**Question: where does the strain dependence of the nanotube gap come from, and what gauge factor does it give?**

I keep meeting $\Delta E_g=\mathrm{sgn}(2p+1)\,3\gamma_0[(1+\nu)\varepsilon\cos3\theta+\gamma\sin3\theta]$ for an $(n,m)$ carbon nanotube with $n-m=3q+p$. Why $3\theta$, why no diameter, and why does the sign depend on $p$? What does it mean for a small-gap ($p=0$) tube? I push such a tube, suspended over a trench, with an AFM tip and want to know what piezoresistive gauge factor to expect.

---

**Answer**

Strain makes the three bond hoppings unequal, which moves the Dirac point. The allowed lines in $k$-space, written in material coordinates, stay where they are. The gap measures the distance from the Dirac point to the nearest line, so it changes linearly with the shift. The formula is that of Yang and Han (2000).

## 1. Premises and conventions

1. One $\pi$ orbital per carbon, nearest-neighbour hopping $-t_j$ on the three bond types, no overlap, no electron–electron interaction. Unstrained, $t_j=\gamma_0>0$.
2. Zone folding: the tube is the sheet with periodic closure, and curvature does not change $t_j$ (relaxed in section 6).
3. The hopping depends on bond length only, $\beta=-d\ln t/d\ln r$. Harrison's law $t\propto r^{-2}$ gives $\beta=2$.
4. Uniform small strain, with both sublattices following the macroscopic strain (relaxed in section 5).

Sheet axes are $X,Y$, the bond length is $d$, and $a=\sqrt3d$. Take $\mathbf a_1=a(1,0)$, $\mathbf a_2=a(\tfrac12,\tfrac{\sqrt3}{2})$ and bonds from A to B $\boldsymbol\delta_j=d\,\mathbf e_j$ at the angles $90^\circ,210^\circ,330^\circ$ for $j=1,2,3$, so that $\boldsymbol\delta_3-\boldsymbol\delta_2=\mathbf a_1$ and $\boldsymbol\delta_1-\boldsymbol\delta_2=\mathbf a_2$. The chiral vector $\mathbf C=n\mathbf a_1+m\mathbf a_2$, $n\ge m\ge0$, has length $\pi D=a\sqrt{n^2+nm+m^2}$ and makes the angle $\theta$ with $X$, $\tan\theta=\sqrt3m/(2n+m)$: zigzag is $\theta=0$, armchair $\theta=30^\circ$. Tube axes are $c$ along $\mathbf C$ and $z$ at $90^\circ$ counter-clockwise from $c$. Axial strain $\varepsilon$ with Poisson ratio $\nu$ and torsion give

$$\varepsilon_{zz}=\varepsilon,\qquad \varepsilon_{cc}=-\nu\varepsilon,\qquad 2\varepsilon_{cz}=\gamma .$$

Here $\gamma$ is the engineering shear, defined by the displacement $u_c=\gamma z$, so $|\gamma|=(D/2)|d\varphi/dz|$ for a twist rate $d\varphi/dz$. Its sign refers to the same unrolled sheet that defines $\theta$; a given physical twist has opposite $\gamma$ for the two mirror-image tubes.

Typical inputs used throughout: $\gamma_0=2.7$ eV, $d=0.142$ nm, $\nu=0.2$. Then $a=0.246$ nm.

## 2. The allowed lines do not move

Label cells by integers $(l_1,l_2)$. After uniform stretch and twist the hopping still depends only on the bond type $j$, so the Hamiltonian is invariant under shifts of the labels, and states carry the phase $e^{i(l_1\phi_1+l_2\phi_2)}$. Define $\mathbf k$ by $\phi_i=\mathbf k\cdot\mathbf a_i$ with the *unstrained* vectors. The $2\times2$ Bloch matrix has the off-diagonal element $-f$ and

$$E=\pm|f(\mathbf k)|,\qquad f=\sum_jt_j\,e^{i\mathbf k\cdot\boldsymbol\delta_j},$$

with unstrained $\boldsymbol\delta_j$. Closure identifies $(l_1,l_2)$ with $(l_1+n,l_2+m)$, so $\mathbf k\cdot\mathbf C=2\pi N$ with integer $N$, whatever the strain. The strain enters only through $t_j$.

Take $\mathbf K=(4\pi/3a,0)$. The phases $\mathbf K\cdot\boldsymbol\delta_j$ are $0,-2\pi/3,+2\pi/3$; the three exponentials sum to zero, so $\mathbf K$ is a Dirac point of the unstrained sheet. Further $\mathbf K\cdot\mathbf C=2\pi(2n+m)/3$, and $2n+m=3n-(n-m)=3(n-q)-p$, so $\mathbf K\cdot\mathbf C=-2\pi p/3$ modulo $2\pi$. With $\mathbf k=\mathbf K+\boldsymbol\kappa$ the closure condition becomes

$$\kappa_c=\frac{2}{D}\left(s+\frac p3\right),\qquad s\ \text{integer},\quad \kappa_z\ \text{free}.$$

For $p\in\{-1,0,1\}$ the line nearest to $\mathbf K$ is $s=0$, at $\kappa_c=2p/3D$: on one side of $\mathbf K$ for $p=+1$, on the other for $p=-1$.

## 3. The Dirac point moves

Put $t_j=\gamma_0+\delta t_j$ and keep first order in $\boldsymbol\kappa$ and $\delta t_j$:

$$f\simeq i\gamma_0\,\boldsymbol\kappa\cdot\sum_j\boldsymbol\delta_je^{i\mathbf K\cdot\boldsymbol\delta_j}+\sum_j\delta t_j\,e^{i\mathbf K\cdot\boldsymbol\delta_j}.$$

With $\omega=e^{2\pi i/3}$ the first sum has the $X$ component $\tfrac{\sqrt3}{2}d(\omega-\bar\omega)=\tfrac32id$ and the $Y$ component $d[1-\tfrac12(\omega+\bar\omega)]=\tfrac32d$. The first term is therefore $\hbar v(-\kappa_X+i\kappa_Y)$ with $\hbar v=\tfrac32\gamma_0d=0.575$ eV nm. The second is

$$\delta t_1-\tfrac12(\delta t_2+\delta t_3)+i\tfrac{\sqrt3}{2}(\delta t_3-\delta t_2).$$

A bond along $\mathbf e_j$ stretches by the fraction $\mathbf e_j\cdot\boldsymbol\varepsilon\,\mathbf e_j$ (the rotation contained in $u_c=\gamma z$ changes no length), so $\delta t_j=-\beta\gamma_0\,\mathbf e_j\cdot\boldsymbol\varepsilon\,\mathbf e_j$, with

$$\mathbf e_1:\ \varepsilon_{YY},\qquad \mathbf e_{2,3}:\ \tfrac34\varepsilon_{XX}+\tfrac14\varepsilon_{YY}\pm\tfrac{\sqrt3}{2}\varepsilon_{XY}.$$

The real part is $\tfrac34\beta\gamma_0(\varepsilon_{XX}-\varepsilon_{YY})$ and the imaginary part $\tfrac32\beta\gamma_0\varepsilon_{XY}$. Define $\Sigma_{XY}=\varepsilon_{XX}-\varepsilon_{YY}+2i\varepsilon_{XY}$. Then

$$f=\hbar v\left[-\kappa_X+i\kappa_Y+\frac{\beta}{2d}\Sigma_{XY}\right].$$

An isotropic dilation has $\Sigma=0$ and drops out. The zero of $f$ lies at $\boldsymbol\kappa=\mathbf A$, where $A_X-iA_Y=(\beta/2d)\Sigma_{XY}$, and $|f|=\hbar v|\boldsymbol\kappa-\mathbf A|$: the same cone, displaced.

Now rotate to tube axes. A vector obeys $A_c+iA_z=e^{-i\theta}(A_X+iA_Y)$. The traceless strain turns through twice the angle, $\Sigma_{XY}=e^{2i\theta}\Sigma_{cz}$; for example a unit stretch along $c$ has $\Sigma_{cz}=1$ and $\Sigma_{XY}=\cos2\theta+i\sin2\theta$. Because $A_X+iA_Y$ is proportional to the complex *conjugate* of $\Sigma_{XY}$, the angles add:

$$A_c+iA_z=\frac{\beta}{2d}\,e^{-3i\theta}\,\overline{\Sigma_{cz}},\qquad \Sigma_{cz}=-(1+\nu)\varepsilon+i\gamma .$$

This is the origin of $3\theta$. Real and imaginary parts:

$$A_c=-\frac{\beta}{2d}\,B,\qquad B\equiv(1+\nu)\varepsilon\cos3\theta+\gamma\sin3\theta,$$

$$A_z=\frac{\beta}{2d}\left[(1+\nu)\varepsilon\sin3\theta-\gamma\cos3\theta\right].$$

## 4. The gap

On line $s$ the energy is $\pm\hbar v\sqrt{(\kappa_c-A_c)^2+(\kappa_z-A_z)^2}$. Since $\kappa_z$ is continuous, $A_z$ only moves the band edge along the line, and the gap is $2\hbar v|\kappa_c-A_c|$. For $s=0$,

$$\boxed{E_g=\left|\frac{2p\gamma_0d}{D}+\frac{3\beta}{2}\gamma_0B\right|}$$

The valley at $-\mathbf K$ gives the same value, because $f(-\mathbf k)=\overline{f(\mathbf k)}$ for real $t_j$ and the set of lines is symmetric under $\mathbf k\to-\mathbf k$. For $\beta=2$:

- $p=\pm1$: $\Delta E_g=\pm3\gamma_0B$, as long as the strain term is small against the first.
- $p=0$: $E_g=3\gamma_0|B|$. Tension and compression both open the gap, and so do both senses of twist in an armchair tube. The factor $\mathrm{sgn}(2p+1)=+1$ is right for $p=0$ only when $B>0$.

The diameter fixes where the lines lie, while $\mathbf A$ is a property of the sheet, so $D$ is absent from the slope. For zigzag tubes the slope is $3\gamma_0(1+\nu)=9.72$ eV per unit strain, or 97 meV per percent, and twist has no first-order effect. For armchair tubes twist gives $3\gamma_0=8.1$ eV, or 81 meV per percent of shear, and stretch gives nothing.

**Armchair, all orders in stretch.** At $\theta=30^\circ$ bond 2 lies along $-c$ and bonds 1 and 3 are mirror images, so $t_1=t_3$ under any stretch. On the allowed line $k_c=0$, $f=t_2+2t_1\cos(k_za/2)$, which vanishes for a real $k_z$ as long as $t_2\le2t_1$. Twist breaks $t_1=t_3$.

**Zigzag, all orders in $d/D$.** At $\theta=0$ under stretch, $t_2=t_3$ and $f=t_1e^{ik_zd}+2t_2\chi\,e^{-ik_zd/2}$ with $\chi=\cos(\pi N/n)$. The nearest line has $N=2q+p$, that is $\chi=\cos(2\pi/3+\pi p/3n)<0$, so the minimum of $|f|$ is at $k_z=0$ and $E_g=2|t_1+2t_2\chi|$. With $\delta t_1=-\beta\gamma_0\varepsilon$ and $\delta t_2=-\beta\gamma_0\varepsilon(1-3\nu)/4$,

$$\left|\frac{dE_g}{d\varepsilon}\right|=2\beta\gamma_0\left[1+\frac{1-3\nu}{2}\chi\right]\simeq\frac{3\beta}{2}\gamma_0(1+\nu)\left[1-p\,\frac{(1-3\nu)\,d}{3(1+\nu)D}\right],$$

where $\pi/3n=d/\sqrt3D$ was used. The sum $t_1+2t_2\chi$ is negative for $p=1$ and positive for $p=-1$, and it falls under tension, which confirms the signs. The unexpanded form gives $+96.2$ meV per percent for (19,0) ($p=1$, $D=1.49$ nm) and $-98.2$ for (20,0) ($p=-1$, $D=1.57$ nm), against $\pm97.2$ from the boxed formula. Diameter independence holds to about one part in a hundred here.

## 5. Sublattice relaxation, the largest neglected term

Premise 4 is not enforced by symmetry: B may shift against A by a vector $\mathbf u$, adding $\mathbf e_j\cdot\mathbf u/d$ to each bond strain. By the sums of section 3 this adds $-\tfrac32(\beta\gamma_0/d)(u_Y+iu_X)$ to $f$. A vector and the traceless strain carry the same two-dimensional representation of the threefold site symmetry, so only one linear relation between them is allowed, $u_Y+iu_X=\tfrac12\zeta d\,\Sigma_{XY}$, with a Kleinman-type parameter $\zeta$. The added term is $-\zeta$ times the strain term. The angular form survives, and

$$\beta\to\beta(1-\zeta).$$

A model with bond-stretch energy $\tfrac12k_s(\delta r)^2$ and angle energy $\tfrac12k_bd^2(\delta\vartheta)^2$ gives the size. For $\varepsilon_{XX}=-\varepsilon_{YY}=\eta$ and $u_Y=\zeta d\eta$ the bond strains are $(1-\zeta)\eta\,(-1,\tfrac12,\tfrac12)$ and the bonds rotate by $\tfrac{\sqrt3}{2}(1+\zeta)\eta\,(0,-1,1)$. The squared changes of the three angles at an atom sum to $\tfrac92(1+\zeta)^2\eta^2$. Per cell, with three bonds and two atoms,

$$U=d^2\eta^2\left[\tfrac34k_s(1-\zeta)^2+\tfrac92k_b(1+\zeta)^2\right]\ \Rightarrow\ 1-\zeta=\frac{12k_b}{k_s+6k_b},\qquad U_{\min}=\tfrac32k_sd^2\eta^2(1-\zeta).$$

A dilation $\varepsilon_{XX}=\varepsilon_{YY}=\eta$ costs $\tfrac32k_sd^2\eta^2$. In two-dimensional elasticity the two energy densities are $2\mu\eta^2$ and $2K_b\eta^2$ (shear and area moduli), and $\nu=(K_b-\mu)/(K_b+\mu)$. Hence $1-\zeta=\mu/K_b=(1-\nu)/(1+\nu)=2/3$ for $\nu=0.2$. The zigzag slope becomes $3\gamma_0(1-\nu)$, or 65 meV per percent. This estimate depends on the force model, and the slope is also proportional to $\beta$, which is an assumption. The prefactor is thus uncertain at the level of a third, while the $3\theta$ structure and the $p$ rule rest on symmetry.

## 6. Small-gap tubes

Curvature also makes the three hoppings unequal, and so does any strain frozen in at the clamps. Both enter the same sum $\sum_j\delta t_je^{i\mathbf K\cdot\boldsymbol\delta_j}$ and add to $A_c$. For $p=0$, clamped against twist,

$$E_g=|M_0+\Lambda\varepsilon|,\qquad \Lambda=3\gamma_0(1+\nu)\cos3\theta .$$

$M_0$ is signed. The flat $\pi$ model does not fix its sign: on a curved wall the tilt between neighbouring orbitals lowers the hopping on bonds with a circumferential component, while chord shortening and the $\sigma$-like part of the overlap raise it, all at order $(d/D)^2$. For $M_0>0$ tension opens the gap further. For $M_0<0$ it first closes it, at $\varepsilon=|M_0|/\Lambda$, and then reopens it.

## 7. From tip depth to gauge factor

**Strain.** A taut tube of length $L$ without slack or prestrain, clamped at both ends and pushed at its centre by $w$, forms two straight segments:

$$\varepsilon=\sqrt{1+(2w/L)^2}-1\simeq2w^2/L^2 .$$

**Resistance.** Assume ballistic transport in four channels (two valleys, two spins), an energy-independent transmission $\mathcal T$ outside the gap and none inside, and a gate retuned at each strain to hold the Fermi level at midgap. The Landauer formula with the Fermi function $f_0$ gives

$$G=\frac{4e^2}{h}\mathcal T\cdot2\int_{E_g/2}^\infty\left(-\frac{\partial f_0}{\partial E}\right)dE=\frac{8e^2}{h}\frac{\mathcal T}{1+e^{x}},\qquad x=\frac{E_g}{2k_BT},$$

so that with a series resistance $R=R_s+(h/8e^2\mathcal T)(1+e^x)$. A ballistic resistance has no geometric term, and the differential gauge factor is

$$\mathrm{GF}=\frac1R\frac{dR}{d\varepsilon}=\pm\frac{\Lambda}{2k_BT}\,\frac{1}{1+e^{-x}}\,\frac{R-R_s}{R},$$

with the sign of $M_0+\Lambda\varepsilon$. Its magnitude cannot exceed $\Lambda/2k_BT$.

## 8. Range of validity

- **Small strain.** For a $p=0$ zigzag tube at $\varepsilon=1\%$ the full $r^{-2}$ law, $t_1=\gamma_0/(1+\varepsilon)^2$ and $t_2=4\gamma_0/[(1+\varepsilon)^2+3(1-\nu\varepsilon)^2]$ in $E_g=2|t_1-t_2|$, gives 95.5 meV against the linear 97.2.
- **Nearest line unchanged.** The line spacing is $2/D$. For $p=+1$ the gap peaks at $\tfrac32$ of its initial value when $|\kappa_c-A_c|=1/D$, at $\varepsilon=d/[3D(1+\nu)\cos3\theta]$, which is 2.7% for (19,0); then the line $s=-1$ takes over and the slope reverses. For $p=-1$ the gap closes when $3\gamma_0B=2\gamma_0d/D$, at 5.0% for (20,0).
- **Diameter.** Slope corrections are of relative order $d/D$. They dominate near $\theta=30^\circ$ for semiconducting tubes, where $\cos3\theta\to0$. Very narrow tubes, where $\sigma$–$\pi$ mixing is strong, fall outside the model.
- **Prefactor.** Uncertain by about a third through $\zeta$ and $\beta$. Interaction effects enter only as far as $\gamma_0$ absorbs them.
- **Circular section, uniform strain.** No buckling, collapse or flattening under the tip. For a thin shell of in-plane modulus $Y$ the bending stiffness is $\pi YD^3/8$ and the tension $\pi YD\varepsilon$, so the corners are rounded over $\ell=D/\sqrt{8\varepsilon}$, with slope $\alpha(1-e^{-z/\ell})$ and $\alpha\simeq2w/L$. Each half has two corners, so $w=\alpha(L/2-2\ell)$ and $\varepsilon L/2=\tfrac12\alpha^2(L/2-3\ell)$, which raises $\varepsilon$ by the factor $1+2\ell/L$. The peak bending strain at the wall is $(D/2)\alpha/\ell=2\varepsilon$, but it varies as the cosine of the azimuth and averages out of $A_c$; its $A_z$ part couples to the next subbands in second order.
- **Band-edge reflection.** If the gapped segment meets gapless sections abruptly, $\mathcal T$ depends on energy. In the basis where $H=\Delta\sigma_z+\hbar vk\sigma_x$, $\Delta=E_g/2$, matching the spinors $(1,\pm1)$ to $(1,\lambda)$, $\lambda=\sqrt{(E-\Delta)/(E+\Delta)}$, gives $r=(1-\lambda)/(1+\lambda)$. Two such interfaces added incoherently transmit $(1-r^2)/(1+r^2)=\sqrt{1-\Delta^2/E^2}$. The blocked energy width per band grows from $\Delta$ to $\Delta+\int_\Delta^\infty(1-\sqrt{1-\Delta^2/E^2})\,dE=\tfrac\pi2\Delta$, so for $E_g\ll k_BT$ the gauge factor rises by the factor 1.57.

## 9. Numerical illustration

Take an (18,6) tube, $p=0$: $D=1.69$ nm, $\theta=13.9^\circ$, $\cos3\theta=0.747$, so $\Lambda=7.26$ eV, or 73 meV per percent, with $\beta=2$ and $\zeta=0$. Assumed device inputs: $L=1\ \mu$m, $|M_0|=10$ meV, $T=300$ K, $\mathcal T=1$, $R_s=0$. Then $k_BT=25.9$ meV and $h/8e^2=3.23$ k$\Omega$; before the push $x=0.19$ and $R_0=7.1$ k$\Omega$. The next subbands start at $2\hbar v/D=0.68$ eV from midgap and carry no current. The midgap decay length is $2\hbar v/E_g=115$ nm, so the tunnelling exponent across $L$ is $LE_g/\hbar v=17$ and tunnelling is negligible.

The ceiling is $\Lambda/2k_BT=1.4\times10^2$ and the initial differential gauge factor is $\pm77$. The table gives the secant value $(R/R_0-1)/\varepsilon$.

| $w$ (nm) | $\varepsilon$ (%) | $\Lambda\varepsilon$ (meV) | sign of $M_0$ | $E_g$ (meV) | $R/R_0$ | secant GF |
|---|---|---|---|---|---|---|
| 20 | 0.080 | 5.8 | $+$ | 15.8 | 1.07 | $81$ |
| 20 | 0.080 | 5.8 | $-$ | 4.2 | 0.94 | $-73$ |
| 50 | 0.50 | 36 | $+$ | 46 | 1.56 | $1.1\times10^2$ |
| 50 | 0.50 | 36 | $-$ | 26 | 1.20 | $40$ |

For $M_0<0$ the gap closes at $\varepsilon=0.14\%$, a depth of 26 nm, where the resistance passes through its minimum $h/4e^2$. That dip is how the sign of $M_0$ can be read from a trace of $R$ against $w$.

The string picture holds: $\ell=21$ nm and 8.5 nm at the two depths, which raises $\varepsilon$ by 4% and 2%. At $w=50$ nm the bending term has the amplitude $\hbar vA_z=3\gamma_0(1+\nu)\varepsilon\sin3\theta=32$ meV, whose square divided by 0.68 eV is 1.5 meV, acting only over lengths of order $\ell$.

The larger uncertainties are these. Sublattice relaxation with $1-\zeta=2/3$ lowers the initial value from 77 to 51 and the ceiling to 94. Abrupt edges raise it by up to 1.57. If the band alignment makes the whole gap the barrier, so that $x=E_g/k_BT$, the ceiling doubles to $2.8\times10^2$. Series resistance only lowers it.

So the model's room-temperature gauge factor for this tube is of order $10^2$, with either sign at small depth. As typical knowledge, not as a measurement, small-gap tube devices are commonly credited with gauge factors of several hundred up to about a thousand, so this uniform-strain, midgap model falls short by roughly a factor of five to ten. The band shift of sections 3 and 4 cannot supply that factor at sub-percent strain, since $\Lambda/2k_BT$ caps the differential value; it has to come from what the transport model leaves out, such as full-gap barriers, local flattening under the tip, strain-dependent contacts, or a strain larger than the nominal one.